## Mulliken net, overlap and gross populations of a two-centre bond

**Statement.** Take real atom-centred functions $\chi_\mu$ with overlap matrix $\mathbf S$ and spin-summed density $\rho=\sum_{\mu\nu}P_{\mu\nu}\chi_\mu\chi_\nu$, $\mathbf P$ symmetric. Mulliken's analysis (1955) splits the electron number as

$$N=\operatorname{Tr}(\mathbf{PS})=\sum_A n_A+\sum_{A<B}n_{AB},$$

$$n_A=\sum_{\mu,\nu\in A}P_{\mu\nu}S_{\mu\nu},\qquad n_{AB}=2\sum_{\mu\in A}\sum_{\nu\in B}P_{\mu\nu}S_{\mu\nu}.$$

Here $n_A$ is the net and $n_{AB}$ the overlap population, with both orderings of a pair counted. The gross population is

$$N_A=\sum_{\mu\in A}(\mathbf{PS})_{\mu\mu}=n_A+\tfrac12\sum_{B\ne A}n_{AB}.$$

For two equivalent normalised functions with overlap $0<S<1$, each electron contributes $S/(1+S)$ to $n_{AB}$ in the bonding orbital and $-S/(1-S)$ in the antibonding one. Filling both gives $-4S^2/(1-S^2)$.

**General proof.** Integrating $\rho$ gives $N=\sum_{\mu\nu}P_{\mu\nu}S_{\nu\mu}$. Terms with both indices on one atom form $n_A$. The terms $(\mu,\nu)$ and $(\nu,\mu)$ on different atoms are equal and form $n_{AB}$. Restricting only $\mu$ to $A$ collects $n_A$ and one ordering of every pair, which is $N_A$. Hence $\sum_A N_A=N$.

**Model.** Place planar ethene with $z$ along C=C and $x$ normal to the plane. In a minimal basis the carbon $2p_x$ functions $\chi_a,\chi_b$ are the only ones odd under reflection in the plane, so they form a closed block,

$$\mathbf H=\begin{pmatrix}\alpha&\beta\\ \beta&\alpha\end{pmatrix},\qquad \mathbf S=\begin{pmatrix}1&S\\ S&1\end{pmatrix}.$$

The solutions of $\mathbf{Hc}=\varepsilon\mathbf{Sc}$ with $\mathbf c^{T}\mathbf{Sc}=1$ are

$$\phi_\pm=\frac{\chi_a\pm\chi_b}{\sqrt{2(1\pm S)}},\qquad \varepsilon_\pm=\frac{\alpha\pm\beta}{1\pm S}.$$

Since $\varepsilon_+-\varepsilon_-=2(\beta-\alpha S)/(1-S^2)$, $\phi_+$ lies lower for $\beta<\alpha S$. It is $\pi$ ($b_{3u}$) and $\phi_-$ is $\pi^*$ ($b_{2g}$). For two $s$ functions the pair would be $\sigma_g,\sigma_u$. Symmetry alone fixes the coefficients. With occupations $n_\pm$,

$$P_{aa}=P_{bb}=\frac{n_+}{2(1+S)}+\frac{n_-}{2(1-S)},\qquad P_{ab}=\frac{n_+}{2(1+S)}-\frac{n_-}{2(1-S)}.$$

Therefore $n_A=P_{aa}$ and

$$n_{AB}=2SP_{ab}=\frac{n_+S}{1+S}-\frac{n_-S}{1-S},\qquad N_A=P_{aa}+SP_{ab}=\frac{n_++n_-}{2},$$

and $2n_A+n_{AB}=n_++n_-$, as the general statement requires. For $n_+=n_-=2$,

$$n_{AB}=2S\,\frac{(1-S)-(1+S)}{1-S^2}=-\frac{4S^2}{1-S^2},\qquad n_A=\frac{2}{1-S^2}.$$

Here $\mathbf P=2\mathbf S^{-1}$. This holds for any completely filled basis, so the negative value follows from non-orthogonality whatever $\mathbf H$ is.

**Numbers.** Two parallel $2p$ Slater functions of exponent $\zeta/a_0$ at distance $R$ overlap by

$$S=\frac{p^5}{32}\int_1^\infty\! d\xi\int_{-1}^{1}\! d\eta\,(\xi^2-1)(1-\eta^2)(\xi^2-\eta^2)\,e^{-p\xi}=e^{-p}\left(1+p+\tfrac25p^2+\tfrac1{15}p^3\right),$$

with $p=\zeta R/a_0$ and spheroidal coordinates $\xi,\eta=(r_a\pm r_b)/R$. An assumed $\zeta=1.625$ (Slater's rules) and a typical $R=1.34$ Å give $p=4.115$ and $S=0.270$. The model's populations, in electrons, at fixed geometry and $S=0.27$, with occupations set formally, are:

| Configuration | $n_A$ | $n_{AB}$ | $N_A$ |
|---|---|---|---|
| $\pi^1$ | 0.394 | 0.213 | 0.500 |
| $\pi^2$ | 0.787 | 0.425 | 1.000 |
| $\pi^1\pi^{*1}$ | 1.079 | −0.157 | 1.000 |
| $\pi^2\pi^{*1}$ | 1.472 | 0.055 | 1.500 |
| $\pi^2\pi^{*2}$ | 2.157 | −0.315 | 2.000 |

The third decimal belongs to the model only. Raising $S$ by 0.01 changes $n_{AB}$ by 0.012 for $\pi^2$ and by −0.025 for $\pi^2\pi^{*2}$. One antibonding electron contributes −0.370 and cancels $(1+S)/(1-S)=1.74$ bonding electrons, so $n_{AB}$ is negative where the formal bond order $(n_+-n_-)/2$ is zero.

**Limits.** The $\pi^2$ row is also the $\pi$ part of a minimal-basis restricted Hartree–Fock analysis with this overlap. A correlated state of definite symmetry keeps $\phi_\pm$ as natural orbitals of the block, so the formulas hold with fractional $n_\pm$. Each electron moved from $\pi$ to $\pi^*$ changes $n_{AB}$ by $-2S/(1-S^2)=-0.582$, and an illustrative transfer of 0.1 electron removes 0.058 of the 0.425.

Symmetry forces $N_A=N_B$ here, but in general the equal halving of $n_{AB}$ is a convention. An electron in $c_a\chi_a+c_b\chi_b$ gives $N_A=c_a(c_a+Sc_b)$, which is negative when $c_ac_b<0$ and $|c_a|<S|c_b|$. Mulliken populations depend on the basis and are not observables.